## Naming points by their levels

An electron in a crystal is labelled by a wave vector, and the special wave vectors have names such as Gamma, X or M. At each of them the calculation returns a ladder of energies. Band v1 is the highest filled one, v2 the next below it, and c1 the lowest empty one. Energies are in electronvolts and count from the highest filled level of the whole crystal. The table below shows five such ladders for an ordered Al–Ga phosphide, each by a cheaper and a costlier level of theory, but without their names.

Band levels of Al2GaP3, an ordered alloy on the zincblende lattice (I-4m2, 6 atoms in the primitive cell, conventional a = 3.869 Å, c = 16.402 Å), relaxed with r2SCAN. Ansatz 0.2.0, plane-wave PAW, 420 eV cutoff, 6×6×6 k mesh, no spin polarisation. The cheaper level is HSE06 and the costlier one PBE0, each with energies counted from its own valence top. Candidates: M, N, S_0, S, Gamma.

| row | band v2, cheaper level (eV) | band v1, cheaper level (eV) | band c1, cheaper level (eV) | band v2, costlier level (eV) | band v1, costlier level (eV) | band c1, costlier level (eV) |
| --- | --- | --- | --- | --- | --- | --- |
| A | -0.969 | -0.866 | 3.312 | -0.987 | -0.877 | 3.982 |
| B | -0.969 | -0.866 | 3.312 | -0.987 | -0.877 | 3.982 |
| C | -0.759 | -0.759 | 2.292 | -0.774 | -0.774 | 2.964 |
| D | -0.949 | -0.915 | 3.153 | -0.961 | -0.927 | 3.821 |
| E | 0.000 | 0.000 | 2.600 | 0.000 | 0.000 | 3.269 |

How many of the names can be recovered, and does the second level of theory help?

### The crystal as a folded zincblende

The useful limiting case is a crystal in which Al and Ga are the same atom. The cell is then plain zincblende, described with a repeat unit three times larger than necessary. The conventional cell, whose axes the caption gives, holds two such units. It is three zincblende cubes high, and its square base has half the diagonal of a cube face as its edge. For perfect cubes the axis ratio would be $3\sqrt{2}=4.243$. The computed ratio is 4.239, so this limit is close in shape. Three zincblende wave vectors now share each name. The real difference between Al and Ga only shifts and splits what this folding has brought together.

One ladder can be named at once. Zincblende phosphides of Al and Ga have their highest filled level at Gamma, and folding leaves it there. Row E is the only row with v1 at zero, so E is Gamma.

### A point that collects a valley

M lies on the stacking axis, one third of the way from Gamma to the zincblende point X. The threefold repeat allows steps of two thirds of that distance. One step forward from M lands on X itself, and one step back lands a third of the way out on the other side. M must therefore show two things at once: the empty valley of X, and the filled levels that belong to a third of the path.

The valley can be checked against a point whose name is known. Zincblende has three equivalent X points, one for each cube axis, and the point that this cell calls X is one of the other two. If Al and Ga were identical, c1 at M and at X would coincide. The cheaper level puts c1 at 2.269 eV at X and at 2.292 eV in row C, while rows A, B and D lie more than 0.8 eV higher.

Row C also has v1 and v2 at exactly the same energy. Along the path from Gamma to X the top filled level of zincblende is a pair, because the two directions across the path are equivalent. The stacked crystal keeps this equivalence at Gamma and M, but not at N, S or S_0. Row C is therefore M. The calculation leaves out spin–orbit coupling, which would split such pairs slightly, so the exact coincidence is a clue for this kind of table and not for a measured spectrum.

### How deep should the pair lie?

A simple band makes the folding quantitative. Let $x$ be the fraction of the path from Gamma to X. The energy must be flat at both ends, since it is symmetric about each of them, and the simplest curve that does this is a cosine:

$$E(x)=E_X\,\frac{1-\cos \pi x}{2}.$$

Here $E_X=-2.492$ eV is v1 at the labelled X point, taken to stand for zincblende X. At $x=1/3$ the cosine is one half, so the fraction is one quarter and the estimate is $-2.492/4=-0.623$ eV.

Row C has $-0.759$ eV and played no part in setting the curve. The estimate is too shallow by 0.14 eV, or 18 % of the computed depth. A parabola through the same two ends would give only $-0.28$ eV, so the flattening towards X matters. The remaining miss probably comes from the band shape. If only neighbouring atoms bond, it is the square of the distance between the bonding pair and its antibonding partner that follows a cosine, and not the energy itself. Taking the root bends the curve, so the pair is expected to lie deeper at one third of the path than the plain cosine says. The Al–Ga order couples the two thirds on either side of Gamma and is expected to split their levels into an upper and a lower pair. Since v1 belongs to the upper one, this should make the depth smaller, not larger. Since the miss is about as large as the distances in v1 from row C to rows A, B and D, the depth supports the name M but could not establish it alone.

### Two names for one ladder

Rows A and B agree in every digit. The reason is in the coordinates, given here in units of the reciprocal lattice:

- S is $(0.264,\ 0.736,\ -0.264)$.
- S_0 is $(-0.264,\ 0.264,\ 0.264)$.

Taking one whole lattice step, $(0,1,0)$, from S gives $(0.264,\ -0.264,\ -0.264)$, which is S_0 with its sign reversed. A whole step changes nothing physical, and without magnetism a wave vector and its opposite have equal energies. Rows A and B are thus S and S_0 with certainty as a pair, but no energy can tell which is which.

Row D is left for N. This rests on elimination, yet the folding picture agrees with it. N collects the zincblende point L, where the top filled level is again a pair, held together by a threefold axis. The stacking destroys that axis, so a small splitting is to be expected, and row D shows 0.034 eV. The calculation gives no orbital characters that would confirm this origin.

The costlier level repeats the same clues. It leaves the pairs of C and E intact, keeps A and B identical, and raises c1 by practically the same amount in all five rows. It therefore adds no name and resolves no ambiguity.

The rows with their labels:

| point name | band v2, cheaper level (eV) | band v1, cheaper level (eV) | band c1, cheaper level (eV) | band v2, costlier level (eV) | band v1, costlier level (eV) | band c1, costlier level (eV) |
| --- | --- | --- | --- | --- | --- | --- |
| Gamma | 0.000 | 0.000 | 2.600 | 0.000 | 0.000 | 3.269 |
| X | -2.493 | -2.492 | 2.269 | -2.526 | -2.525 | 2.939 |
| P | -2.741 | -2.675 | 2.720 | -2.782 | -2.716 | 3.398 |
| N | -0.949 | -0.915 | 3.153 | -0.961 | -0.927 | 3.821 |
| M | -0.759 | -0.759 | 2.292 | -0.774 | -0.774 | 2.964 |
| S | -0.969 | -0.866 | 3.312 | -0.987 | -0.877 | 3.982 |
| S_0 | -0.969 | -0.866 | 3.312 | -0.987 | -0.877 | 3.982 |
| R | -2.527 | -2.520 | 2.333 | -2.561 | -2.554 | 3.004 |
| G | -2.527 | -2.520 | 2.333 | -2.561 | -2.554 | 3.004 |

The labels confirm C as M, D as N and E as Gamma. Rows A and B are S and S_0, and since their values are identical, the table cannot show which is which.

### Why the second level adds so little

Over all nine points, c1 rises by 0.67 eV from HSE06 to PBE0, with a spread of only 0.01 eV. Multiplying c1 by a common factor instead would miss by about 0.1 eV in the root mean square. The empty band is thus moved and hardly reshaped. Such a uniform rise calls for a cause that distinguishes filled from empty levels but hardly one wave vector from another.

Both methods contain a quarter of exact exchange between nearby points in space. PBE0 keeps this quarter at long distance, where HSE06 drops it. The interaction in question is $\operatorname{erf}(\omega r)/r$, where $r$ is the distance and $\omega$ sets where "long" begins. Close in, it levels off at the constant $2\omega/\sqrt{\pi}$.

Now take the limit in which this constant holds over the whole distance that matters. That distance is the reach of the density matrix, the quantity through which exchange acts. The density matrix is a filter: it returns a filled state unchanged and turns an empty one into zero. With a constant interaction, each filled level therefore drops by the same amount and each empty level stays put, whatever its wave vector.

The size follows from $\omega\approx0.11$ per bohr, a rough recalled value. The constant is $2\times0.11/1.77\approx0.124$ hartree. A quarter of it is 0.031 hartree, or about 0.84 eV. This is 26 % above the computed mean rise, and the limit itself suggests why it is too large: the true interaction falls with distance, so the filter works less than perfectly.

The picture is still incomplete, because PBE0 also removes the approximate long-range exchange that HSE06 uses in its place. That exchange is attractive for filled and empty levels alike, so its removal should lift both. On the calculations' own energy scales, the highest filled level indeed falls by only about 0.35 eV, while the lowest empty one rises by about 0.32 eV. In the same limit the lift is expected to be half as large as the drop, because the exchange energy counts each pair of electrons only once. Filled levels should then fall and empty ones rise by similar amounts, as these two do. The estimate concerns the distance between them, in which a common lift cancels.

The filled bands show a small departure from the rigid limit. Their depths below the valence top grow by about 1.4 %, a common factor fitted to the seven points that are not symmetry copies. Exact exchange generally widens filled bands, and here its long-range part does so only faintly. The output printed after this text gives the shifts point by point.

For this crystal a single PBE0 value of c1 is enough to place c1 at the other listed points, although the PBE0 run that supplies it still needs the whole mesh of wave vectors. Take the rise of c1 at one point, add it to the HSE06 value at any other listed point, and the PBE0 value follows to about 0.01 eV. The rule translates one theory into the other and does not bring either closer to experiment. It also holds for the wave-vector mesh used here: long-range exchange converges slowly with that mesh, and whether the rise stays at 0.67 eV on a denser one remains open.

The analysis program printed:

```
Clues by row (eV):
    row  v1-v2_HSE06  v1-v2_PBE0  c1_above_X_HSE06  c1_shift  v1_shift
  Gamma            0           0             0.331     0.669         0
      X        0.001       0.001                 0      0.67    -0.033
      P        0.066       0.066             0.451     0.678    -0.041
      N        0.034       0.034             0.884     0.668    -0.012
      M            0           0             0.023     0.672    -0.015
      S        0.103        0.11             1.043      0.67    -0.011
    S_0        0.103        0.11             1.043      0.67    -0.011
      R        0.007       0.007             0.064     0.671    -0.034
      G        0.007       0.007             0.064     0.671    -0.034
Axis ratio c/a of the cell: 4.239
Axis ratio of three stacked cubic zincblende cells, 3 sqrt 2: 4.243
Valence top at M, HSE06, computed (eV): -0.759
Valence top at M from cosine band between Gamma and X (eV): -0.623
Cosine estimate less computed value (eV): 0.136
Valence top at M from parabola between Gamma and X (eV): -0.2769
Parabola estimate less computed value (eV): 0.4821
Mean rise of c1 from HSE06 to PBE0, seven independent rows (eV): 0.6711
Spread of that rise, largest less smallest (eV): 0.01
Rms miss of a rigid shift of c1 (eV): 0.003044
Rms miss of a common scaling of c1 (eV): 0.09791
Rank correlation of c1 between the two levels: 1
Stretch of valence depths v1 from HSE06 to PBE0 (percent): 1.414
Rms miss of the common valence stretch (eV): 0.002342
Opening estimated from constant long-range exchange (eV): 0.8444
Estimate divided by mean computed rise: 1.258
```
